**Identifying second ionisation energies from screening, the HF gap, the MP2 spin split and spin-orbit signs**

The table holds ionisation energies of Be⁺, B⁺, C⁺, Ne⁺, Mg⁺ and Ar⁺ from non-relativistic unrestricted HF, MP2 and SCS-MP2 (subvalence shell correlated, dyall-acv3z basis, PySCF), with a first-order spin-orbit correction and NIST values. The program compares Slater's rules with HF, fits the gap between tabulated and HF values by a broken-pair step and by a line in the valence electron count, splits the MP2 shift into opposite- and same-spin parts, and counts which of the 120 assignments of five rows survive each clue. Slater's rules give the HF order with an rms error of 1.80 eV but swap B⁺ and C⁺ when matched to the tabulated values. The broken-pair step fits the gap to 0.16 eV rms against 0.54 eV for the electron count. Gap and spin-orbit sign together leave two assignments, which differ only in Be⁺ against Mg⁺.

Calculated values. PySCF 2.14.0, ionisation energies of singly charged ions from total-energy differences: unrestricted HF and MP2, one real determinant in D2h with open shells at highest spin, dyall-acv3z basis, non-relativistic, point nucleus. Subvalence freezes only 1s in Mg+ and Ar+ and nothing in the others. Spin-orbit corrections (not included) and NIST values run from ground level to ground level.

## Script

```python
# Table: ionisation energies (eV) of +1 ions, PySCF, dyall-acv3z, non-relativistic; UHF, MP2 and
# SCS-MP2 (subvalence), first-order spin-orbit, NIST values. Tested: which clues identify the rows
# (Slater screening, broken-pair vs electron-count model of ref-HF, OS/SS split, spin-orbit sign).
T = {
    'species': ['Be+', 'B+', 'C+', 'Ne+', 'Mg+', 'Ar+'],
    'Z': [4, 5, 6, 10, 12, 18],
    'N': [3, 4, 5, 9, 11, 17],
    'config': ['[He] 2s1', '[He] 2s2', '[He] 2s2 2p1', '[He] 2s2 2p5', '[Ne] 3s1', '[Ne] 3s2 3p5'],
    'final': ['1s2', '[He] 2s1', '[He] 2s2', '[He] 2s2 2p4', '[Ne]', '[Ne] 3s2 3p4'],
    'hf': [18.13, 23.44, 24.17, 39.27, 14.72, 26.37],  # eV
    'mp2_subvalence': [18.19, None, 24.41, 40.82, 14.98, 27.43],  # eV
    'scs_mp2_subvalence': [18.18, None, 24.35, 40.8, 14.93, 27.42],  # eV
    'so': [0.0, 0.0, 0.01, 0.0, 0.0, -0.01],  # eV
    'ref': [18.2111, 25.1548, 24.3831, 40.963, 15.0353, 27.6297],  # eV
    'kind': ['measured', 'measured', 'measured', 'measured', 'measured', 'measured'],
}
import numpy as np
from itertools import permutations
from scipy.constants import physical_constants as pc
Ry = pc['Rydberg constant times hc in eV'][0]
sp = T['species']; Z = np.array(T['Z'], float); N = np.array(T['N'], int)
hf, ref, so = (np.array(T[k], float) for k in ('hf', 'ref', 'so'))
mp, scs = T['mp2_subvalence'], T['scs_mp2_subvalence']
ix = {s: i for i, s in enumerate(sp)}; R = range(len(sp))
n = np.where(N > 10, 3, 2); v = N - np.where(N > 10, 10, 2)
def Ev(z, n, k):  # Slater energy of k valence s,p electrons
    s = (2*0.85 if n == 2 else 2 + 8*0.85) + 0.35*(k - 1)
    return -k*Ry*(z - s)**2/n**2
sl = np.array([Ev(Z[i], n[i], v[i]-1) - Ev(Z[i], n[i], v[i]) for i in R])
pair = ((v == 2) | (v > 5)).astype(float)
sgn = np.array([{0: 0, 1: 1, 5: -1}[max(int(k)-2, 0)] for k in v])
gap = ref - hf
print('rounding: 0.005 eV per entry, 0.01 per difference; OS +-0.012, SS +-0.014 eV')
print('1) ion  HF  Slater  Slater-HF eV  %  n*=sqrt(4Ry/HF)  defect')
for i in R:
    ns = np.sqrt(4*Ry/hf[i])
    print(f'{sp[i]:4s}{hf[i]:6.2f} {sl[i]:6.2f} {sl[i]-hf[i]:+5.2f} {100*(sl[i]/hf[i]-1):+5.1f} {ns:.3f} {n[i]-ns:.3f}')
w = np.argmax(abs(sl-hf)); print(f'rms {np.sqrt(np.mean((sl-hf)**2)):.2f} eV, worst {sp[w]} {sl[w]-hf[w]:+.2f} eV')
for a, b in (('C+', 'B+'), ('Ar+', 'C+'), ('Ar+', 'B+'), ('Be+', 'Mg+')):
    a_, b_ = ix[a], ix[b]
    print(f'{a}-{b}: HF {hf[a_]-hf[b_]:+.2f} ref {ref[a_]-ref[b_]:+.2f} Slater {sl[a_]-sl[b_]:+.2f} eV')
res = {}
for name, x in (('pair broken', pair), ('valence e left', v - 1.0)):
    A = np.c_[np.ones(len(x)), x]; c = np.linalg.lstsq(A, gap, rcond=None)[0]; r = gap - A@c
    res[name] = r; w = np.argmax(abs(r))
    print(f'2) gap={c[0]:.2f}+{c[1]:.2f}*({name}); rms {np.sqrt(np.mean(r**2)):.2f}, worst {sp[w]} {r[w]:+.2f} eV')
print('ion pair e_left gap(eV) %ref res_pair res_count so expected_sign')
for i in R:
    print(f"{sp[i]:4s}{int(pair[i])} {v[i]-1} {gap[i]:.2f} {100*gap[i]/ref[i]:.1f} {res['pair broken'][i]:+.2f} {res['valence e left'][i]:+.2f} {so[i]:+.2f} {sgn[i]:+d}")
print(f"gap ratios: Mg/Be {gap[ix['Mg+']]/gap[ix['Be+']]:.1f}, B/C {gap[ix['B+']]/gap[ix['C+']]:.1f}, Ar/Ne {gap[ix['Ar+']]/gap[ix['Ne+']]:.2f}")
def split(h, m, s):
    o = (s - h - (m - h)/3)/(1.2 - 1/3); return o, m - h - o
print('3) ion MP2-HF %gap OS SS OSshare% ref-MP2-so ref-SCS-so (eV); B+ has no MP2 run')
for i in R:
    if mp[i] is None or scs[i] is None: continue
    o, s = split(hf[i], mp[i], scs[i]); d = mp[i] - hf[i]
    print(f'{sp[i]:4s}{d:.2f} {100*d/gap[i]:.0f} {o:.3f} {s:.3f} {100*o/d:.0f} {ref[i]-mp[i]-so[i]:+.2f} {ref[i]-scs[i]-so[i]:+.2f}')
fh, fv, fm, fs = 14.724, 14.724, 14.983, 14.929  # further output, Mg+: HF, FCI val, MP2/SCS subval
o, s = split(fh, fm, fs)
print(f'Mg+ further output: FCI valence-HF {fv-fh:.3f}, MP2 subval-HF {fm-fh:.3f}, OS {o:.3f}, SS {s:.3f} eV')
H = [0, 1, 2, 4, 5]; thr = gap[ix['Ne+']]/2
P = list(permutations(H))  # p[k] = candidate given to row H[k]
okg = lambda p: all((gap[r] > thr) == bool(pair[c]) for r, c in zip(H, p))
oks = lambda p: all(so[r] == 0 or np.sign(so[r]) == sgn[c] for r, c in zip(H, p))
cost = lambda p, y: np.sqrt(np.mean([(y[r] - sl[c])**2 for r, c in zip(H, p)]))
show = lambda p: ' '.join(sp[c] for c in p)
both = [p for p in P if okg(p) and oks(p)]
print(f'4) rows by HF: {[float(hf[r]) for r in H]}; gap threshold {thr:.2f} eV (half Ne+)')
print(f'survivors: all {len(P)}, gap {sum(map(okg, P))}, spin-orbit {sum(map(oks, P))}, both {len(both)}')
for name, y in (('HF', hf), ('ref', ref)):
    for p in sorted(P, key=lambda p: cost(p, y))[:3]:
        print(f'Slater vs {name}: {show(p)} rms {cost(p, y):.2f} eV', 'TRUE' if list(p) == H else '')
for p in both: print(f'both clues: {show(p)} Slater-HF rms {cost(p, hf):.2f} eV', 'TRUE' if list(p) == H else '')
assert (gap > 0).all() and gap[pair == 1].min() > 3*gap[pair == 0].max()
assert hf[ix['B+']] < hf[ix['C+']] and ref[ix['B+']] > ref[ix['C+']]
assert list(np.argsort(sl)) == list(np.argsort(hf))
assert len(both) == 2 and tuple(H) in both
```

It prints:

```
rounding: 0.005 eV per entry, 0.01 per difference; OS +-0.012, SS +-0.014 eV
1) ion  HF  Slater  Slater-HF eV  %  n*=sqrt(4Ry/HF)  defect
Be+  18.13  17.99 -0.14  -0.8 1.733 0.267
B+   23.44  22.16 -1.28  -5.5 1.524 0.476
C+   24.17  26.11 +1.94  +8.0 1.501 0.499
Ne+  39.27  39.68 +0.41  +1.0 1.177 0.823
Mg+  14.72  15.48 +0.76  +5.2 1.923 1.077
Ar+  26.37  30.02 +3.65 +13.8 1.437 1.563
rms 1.80 eV, worst Ar+ +3.65 eV
C+-B+: HF +0.73 ref -0.77 Slater +3.95 eV
Ar+-C+: HF +2.20 ref +3.25 Slater +3.91 eV
Ar+-B+: HF +2.93 ref +2.47 Slater +7.86 eV
Be+-Mg+: HF +3.41 ref +3.18 Slater +2.51 eV
2) gap=0.20+1.35*(pair broken); rms 0.16, worst Ar+ -0.30 eV
2) gap=0.46+0.17*(valence e left); rms 0.54, worst B+ +1.09 eV
ion pair e_left gap(eV) %ref res_pair res_count so expected_sign
Be+ 0 0 0.08 0.4 -0.12 -0.38 +0.00 +0
B+  1 1 1.71 6.8 +0.16 +1.09 +0.00 +0
C+  0 2 0.21 0.9 +0.01 -0.58 +0.01 +1
Ne+ 1 6 1.69 4.1 +0.14 +0.22 +0.00 -1
Mg+ 0 0 0.32 2.1 +0.11 -0.14 +0.00 +0
Ar+ 1 6 1.26 4.6 -0.30 -0.21 -0.01 -1
gap ratios: Mg/Be 3.9, B/C 8.0, Ar/Ne 0.74
3) ion MP2-HF %gap OS SS OSshare% ref-MP2-so ref-SCS-so (eV); B+ has no MP2 run
Be+ 0.06 74 0.035 0.025 58 +0.02 +0.03
C+  0.24 113 0.115 0.125 48 -0.04 +0.02
Ne+ 1.55 92 1.169 0.381 75 +0.14 +0.16
Mg+ 0.26 82 0.142 0.118 55 +0.06 +0.11
Ar+ 1.06 84 0.804 0.256 76 +0.21 +0.22
Mg+ further output: FCI valence-HF 0.000, MP2 subval-HF 0.259, OS 0.137, SS 0.122 eV
4) rows by HF: [18.13, 23.44, 24.17, 14.72, 26.37]; gap threshold 0.85 eV (half Ne+)
survivors: all 120, gap 12, spin-orbit 6, both 2
Slater vs HF: Be+ B+ C+ Mg+ Ar+ rms 1.96 eV TRUE
Slater vs HF: Be+ C+ B+ Mg+ Ar+ rms 2.24 eV 
Slater vs HF: Mg+ B+ C+ Be+ Ar+ rms 2.70 eV 
Slater vs ref: Be+ C+ B+ Mg+ Ar+ rms 1.54 eV 
Slater vs ref: Be+ B+ C+ Mg+ Ar+ rms 1.89 eV TRUE
Slater vs ref: Mg+ C+ B+ Be+ Ar+ rms 2.36 eV 
both clues: Be+ B+ C+ Mg+ Ar+ Slater-HF rms 1.96 eV TRUE
both clues: Mg+ B+ C+ Be+ Ar+ Slater-HF rms 2.70 eV
```
